**Core-level shifts along the ions Rh to Rh⁵⁺**

Electrons are removed from rhodium one at a time, and two inner levels are followed in relativistic Hartree-Fock. The symbol $\varepsilon$ denotes an orbital eigenvalue, and a shift is $\varepsilon$ in the ion less $\varepsilon$ in the neutral atom. $\Sigma\langle 1/r\rangle$ is the mean inverse distance from the nucleus, summed over all electrons. The next IE is the energy to remove one more electron, taken as a difference of two separately converged total energies (ΔSCF). A step means the change of a shift from one row to the next.

Neutral Rh and its free ions up to Rh⁵⁺, computed with B-spline radial code 1: Dirac-Coulomb Hartree-Fock at the basis-set limit, averaged over each nl configuration, with a Fermi nucleus. Shifts are differences of orbital eigenvalues, negative when more bound, taken from ε(2p1/2) = −3200 eV and ε(4s1/2) = −101.26 eV in the neutral atom.

```csv
species,Z,charge (e),electrons,configuration,ε(2p1/2) less that of the neutral atom (eV),ε(4s1/2) less that of the neutral atom (eV),Σ<1/r> (1/bohr),next IE (ΔSCF) (eV)
Rh,45,0,45,[Kr] 4d8 5s1,0.00,0.00,257.407,6.09
Rh+,45,1,44,[Kr] 4d8,-7.51,-7.53,257.124,17.40
Rh2+,45,2,43,[Kr] 4d7,-21.46,-21.06,256.619,30.69
Rh3+,45,3,42,[Kr] 4d6,-37.53,-36.21,256.038,45.32
Rh4+,45,4,41,[Kr] 4d5,-55.45,-52.68,255.392,61.11
Rh5+,45,5,40,[Kr] 4d4,-75.04,-70.27,254.686,77.92
```

**1. Which ionisation moves the $2p_{1/2}$ level least?**

The first ionisation moves it least. Rh → Rh⁺ lowers the level by 7.51 eV, Rh⁺ → Rh²⁺ by 13.95 eV, and every later step is larger than the one before, up to 19.59 eV. The configurations show that the first step removes the 5s electron and all later steps remove 4d electrons, so the first step and the other four belong to different trends. A constant shift per unit charge, fitted to Rh⁺ through Rh⁵⁺, misses single rows by about 6 eV, because the steps differ between the 5s and 4d shells and grow with the charge.

Electrostatics explains why the place matters. A spherical shell of one electron at radius $r'$ produces, in atomic units, the potential energy $1/r'$ for another electron anywhere inside it and $1/r$ outside it. An inner electron therefore loses a repulsion $1/r'$ when the shell is taken away, and its level sinks by that amount. Read this way, the 5s step corresponds to a shell at 3.62 bohr and the first 4d step to one at 1.95 bohr. The farther out the removed electron was, the less the core notices its loss.

**2. Can the $2p_{1/2}$ shift be obtained from another column?**

It can be obtained from $\Sigma\langle 1/r\rangle$. For a spherical electron density with $D(r')\,dr'$ electrons between $r'$ and $r'+dr'$, summing the shells gives the repulsion at radius $r$,

$$V(r)=\frac1r\int_0^r D\,dr'+\int_r^\infty \frac{D}{r'}\,dr' .$$

At $r=0$ only the second term survives, and it equals $\Sigma\langle 1/r\rangle$. If ionisation changes the density mainly outside a deep orbital, that orbital feels a nearly constant change of potential, and a constant added to the potential moves the eigenvalue by the same constant. The model is thus $\Delta\varepsilon \approx \Delta\Sigma\langle 1/r\rangle \times 1$ hartree, with nothing fitted. In Rh⁺ the $2p_{1/2}$ orbital has a mean radius of 0.120 bohr, well inside the valence shells. For Rh⁺ → Rh²⁺ the estimate is

$$(256.619-257.124)\times 27.21\ \text{eV} = -0.505\times 27.21\ \text{eV} = -13.74\ \text{eV}.$$

The calculated step is −13.95 eV, so the model falls short by 1.5% of the step. It is short by less than 2% of the step for each 4d removal and too large by 2.5% for the 5s removal; the printed output after this text lists all rows. Both columns come from the same runs, so the agreement shows that the shift is mostly lost electrostatic repulsion, and it says nothing on the accuracy of Hartree-Fock. The residuals exceed the 0.027 eV that the rounding of $\Sigma\langle 1/r\rangle$ allows per step, so they are real. A guess at the shortfall for 4d is that the density gained inside the 2p radius, as the remaining shells contract, raises the potential more at the nucleus than at 2p. The 1s level, which lies closer to the nucleus, supports this: from Rh⁺ to Rh⁵⁺ it sinks by 66.86 eV, between the 66.34 eV of the model and the 67.53 eV of $2p_{1/2}$. So does the electron density at the nucleus, which rises with every 4d removal and falls when 5s is lost, the one step where the model is too large.

**3. Why is a 4d step so much smaller than $\langle 1/r\rangle$ of a 4d electron?**

In Rh⁺ a 4d electron has $\langle 1/r\rangle = 0.88$ bohr⁻¹. Removing it with all other orbitals frozen would lower a deep level by 23.94 eV, and the calculated step keeps only 58% of that. The remaining electrons are screened less after the loss, so they move inward, their $\langle 1/r\rangle$ rises, and part of the repulsion at the core is restored. The shell radius of question 1 is for this reason an effective one, larger than the mean radius of the 4d orbital.

The orbitals of the same calculation let the change of $\Sigma\langle 1/r\rangle$ from Rh⁺ to Rh⁵⁺ be split shell by shell. The frozen loss of four 4d electrons gives −95.78 eV. Contraction of the four remaining 4d electrons returns 17.09 eV and that of the 4s and 4p shells 11.06 eV, while all shells with $n\le 3$ together return little more than 1 eV. The offset thus comes from the shells that share space with the removed electron, and the closed 4s4p octet supplies a large part of it.

The 5s step is offset too. The Slater integral $F^0(4d,5s)$ is the average of $1/r_>$, the inverse of the larger of the two radii, which never exceeds $1/r$ of the 5s electron, so $F^0$ is a lower bound on its $\langle 1/r\rangle$. In neutral Rh it is 8.58 eV for $4d_{5/2}$, above the 7.70 eV by which $\Sigma\langle 1/r\rangle$ falls. Contraction returns at least the difference, 0.88 eV.

**4. Why do the 4d steps keep growing?**

Two effects add, as the steps from Rh⁺ and Rh³⁺ show. Between them the $2p_{1/2}$ step grows by $17.92-13.95=3.97$ eV. Part of this arises because the electron removed from Rh³⁺ sits in a shell that has already contracted.

The frozen step rises in size from 23.94 to 26.20 eV, and the offset falls from 9.99 to 8.28 eV, so the two parts are of similar size. The offset shrinks mainly because fewer 4d electrons are left to contract. From Rh⁺ to Rh³⁺ the six that remain return 13.5 eV, and from Rh³⁺ to Rh⁵⁺ the four that remain return 8.1 eV, although each of them contracts only slightly less than before. The 4s and 4p shells work the other way and return more in the second pair of removals, 6.5 eV against 4.5 eV. The rule that follows is that a step equals $\langle 1/r\rangle$ of the removed electron less the contraction of its neighbours, and by that rule a neighbouring element's ion with a more compact 4d shell would take larger steps, provided that contraction returned no more than it does here.

**5. Why does $4s_{1/2}$ follow $2p_{1/2}$ at first and then fall behind?**

The two levels differ in binding by a factor of about thirty, yet they shift alike, because a shift depends on the change of potential at the orbital and not on the depth of the level. On 5s loss they move by −7.51 and −7.53 eV, a difference of only 0.02 eV. Both orbitals lie mostly inside the 5s shell and see its nearly flat interior potential. Agreement as close as this is probably helped by some cancellation, since the small overlap of 4s with 5s makes 4s sink less and the contraction of the 4d shell makes it sink more.

For 4d loss the 4s level lags at every step, by 0.42 eV at the first and 2.00 eV at the last. The expression for $V(r)$ gives the argument: 4d charge lying inside radius $r$ repels as $1/r$, which is weaker than $1/r'$, so an orbital that overlaps the 4d shell loses less repulsion. The overlap grows along the series, since the ratio of the mean radii of $4d_{5/2}$ and 4s falls from 1.55 in Rh⁺ to 1.31 in Rh⁵⁺. The 4s electron also loses its exchange stabilisation with the removed electron, which works in the same direction; the two contributions were not separated. Contraction of the other electrons hides much of the lag, since it restores more repulsion at the core than at the $n=4$ orbitals. For $4p_{1/2}$ in Rh⁺ the frozen repulsion alone would give a lag of 5.11 eV, while the calculated lag is 1.65 eV per electron, averaged over the four 4d removals.

The other levels of the same runs fit this picture. From Rh⁺ to Rh⁵⁺ all levels with $n\le 3$ sink by about 67 eV with a spread of 0.97 eV, while the $n=4$ levels lag in the order 4s, 4p, 4d. Differences between deep levels therefore barely move: the $1s$–$2p_{3/2}$ gap narrows by 0.69 eV and the $2p_{3/2}$–$3d_{5/2}$ gap widens by 0.90 eV. This is the standard reason why X-ray lines between deep levels respond far less to charge than binding energies do. Eigenvalue gaps are not line energies, since the relaxation around the core holes is left out.

**6. Is the ionisation energy a measure of the core shift?**

The IE itself is no such measure. Its ratio to the $2p_{1/2}$ step for the same removal climbs from 0.81 for Rh to 3.12 for Rh⁴⁺. The IE contains the attraction of the leaving electron to all the charge already built up, whereas a step contains the repulsion of one electron only. The like quantity is the rise of the IE between successive 4d removals, which is roughly the step of the 4d level itself. That rise is 95% of the 2p step at first and 86% at the end, and it stays below the 4s step in every case, which continues the order of question 5.

The IE column is smooth because each row is an average over its configuration, while the reference values tabulated with the runs refer to the lowest level. Averaging removes the Hund's-rule exchange break at the half-filled shell, where $d^6\to d^5$ is easier and $d^5\to d^4$ harder than the average. With the small Breit, QED and recoil corrections included, the computed IE lies 3.34 eV above the reference for Rh³⁺, the only row where it lies above, and 1.88 eV below for Rh⁴⁺. These signs agree with the break. Rh⁵⁺ lies 2.07 eV below its reference, and the exchange argument gives that sign too, since $d^4\to d^3$ is also harder than the average. The sizes prove little, because missing correlation enters as well and the references for these ions are theoretical values uncertain by about 2 eV. Rh⁺ and Rh²⁺ go against the argument: $d^8\to d^7$ and $d^7\to d^6$ should also be easier than the average, which would put the computed IE above the reference, yet it lies 0.67 and 0.36 eV below the semi-empirical values. Exchange alone therefore does not account for the signs along the series. For neutral Rh the IE is 1.38 eV below the measured value, and there the neglect of correlation and the averaging over terms act together.

**7. Which digits can be trusted, and what would another setting change?**

The hundredths of an eV in the shifts are digits of this method at the basis limit for configuration averages. Corrections that live near the nucleus are large in a level and cancel in its shift. The Breit term moves $\varepsilon(2p_{1/2})$ by 8.48 eV in Rh⁺ and changes by only 0.003 eV up to Rh⁵⁺, because the deep orbitals hardly change shape. Breit, QED and recoil together alter the IE by about 0.01 eV in every row.

Correlation and the choice of a term act on the valence density, which is what sets the shift through $\Sigma\langle 1/r\rangle$, so they would alter the shifts by an amount these runs do not determine. A compound changes more. The surrounding anions add a Madelung potential that opposes the loss of repulsion, and a photoelectron measurement includes final-state relaxation around the core hole. Together these cancel most of the free-ion shift, so the −75.04 eV of Rh⁵⁺ describes an isolated ion and is no estimate of a photoelectron chemical shift.

Numerical output:

```
Steps in eV; model = change of sum<1/r> x hartree; R = hartree/|2p step|
Rh->Rh+: 2p -7.51 4s -7.53 2p-4s +0.02 model -7.70 model-2p -0.19 (+2.5%) R 3.62 bohr
Rh+->Rh2+: 2p -13.95 4s -13.53 2p-4s -0.42 model -13.74 model-2p +0.21 (-1.5%) R 1.95 bohr
Rh2+->Rh3+: 2p -16.07 4s -15.15 2p-4s -0.92 model -15.81 model-2p +0.26 (-1.6%) R 1.69 bohr
Rh3+->Rh4+: 2p -17.92 4s -16.47 2p-4s -1.45 model -17.58 model-2p +0.34 (-1.9%) R 1.52 bohr
Rh4+->Rh5+: 2p -19.59 4s -17.59 2p-4s -2.00 model -19.21 model-2p +0.38 (-1.9%) R 1.39 bohr
Rounding limit per step: model 0.027 eV, shifts 0.01 eV
Total model shift, eV: [ -7.7  -21.44 -37.25 -54.83 -74.04]  model-2p: [-0.19  0.02  0.28  0.62  1.  ]
First 4d step / 5s step (2p): 1.86; growth of 4d steps, eV: [2.12 1.85 1.67]
Rh5+: 2p-4s -4.77 eV, 4s/2p 0.936
Rh5+ shift / neutral eigenvalue: 2p 2.3%, 4s 69%
Constant shift per charge: k -13.82 eV/e, fit-2p in eV: [-6.3 -6.2 -3.9  0.2  5.9]
Sum<1/r> rebuilt from orbitals minus table, 1/bohr: [0.0004, -0.0001, -0.0004]
Mean 4d <1/r>, 1/bohr (Rh+, Rh3+, Rh5+): [0.88, 0.963, 1.037]
Frozen 4d step from Rh+: -23.94 eV, 2p step -13.95, offset 9.99, kept 58%
Frozen 4d step from Rh3+: -26.20 eV, 2p step -17.92, offset 8.28, kept 68%
Split of sum<1/r> change Rh+ -> Rh5+, eV:
  frozen loss of four 4d -95.78; contraction of remaining 4d +17.09
  4s4p +11.06; n=3 +1.22; n=1,2 +0.05; net -66.36
Level shifts Rh+ -> Rh5+, eV (table: 2p1/2 -67.53, 4s -62.74, model -66.34):
  1s -66.86, 2s -67.61, 2p1/2 -67.53, 2p3/2 -67.56
  3s -66.84, 3p1/2 -66.84, 3p3/2 -66.81, 3d3/2 -66.65, 3d5/2 -66.66
  4s -62.74, 4p1/2 -60.95, 4p3/2 -60.65, 4d3/2 -59.70, 4d5/2 -59.58
Spread of n<=3 shifts 0.97 eV; gap change 1s-2p3/2 -0.69, 2p3/2-3d5/2 +0.90 eV
<r>4d5/2 / <r>4s: Rh+ 1.55, Rh3+ 1.40, Rh5+ 1.31; Rh+ <r>2p1/2 0.120 bohr
Rh+ frozen: F0(4p1/2,4d) 18.83 eV, 5.11 below 4d <1/r>; actual 4p1/2 lag on 2p1/2 1.65 eV per electron (mean of four)
Neutral F0(4d5/2,5s) 8.58 eV exceeds the model 5s step by 0.88 eV
Breit shift of 2p1/2: 8.48 eV in Rh+, change to Rh5+ -0.003 eV
IE / |2p step| for the same removal: [0.81 1.25 1.91 2.53 3.12]
Rise of IE between 4d removals, eV: [13.29 14.63 15.79 16.81]
  its ratio to |4s step|: [0.982 0.966 0.959 0.956]  to |2p step|: [0.953 0.91  0.881 0.858]
Rh IE eV: Koopmans-IE +0.12, Breit/QED -0.02, corrected-reference -1.38 (measured)
Rh+ IE eV: Koopmans-IE +1.64, Breit/QED +0.01, corrected-reference -0.67 (semi-empirical)
Rh2+ IE eV: Koopmans-IE +1.31, Breit/QED +0.01, corrected-reference -0.36 (semi-empirical)
Rh3+ IE eV: Koopmans-IE +1.07, Breit/QED +0.02, corrected-reference +3.34 (theory +-1.7)
Rh4+ IE eV: Koopmans-IE +0.87, Breit/QED +0.01, corrected-reference -1.88 (theory +-1.9)
Rh5+ IE eV: Koopmans-IE +0.70, Breit/QED +0.01, corrected-reference -2.07 (theory +-2)
```
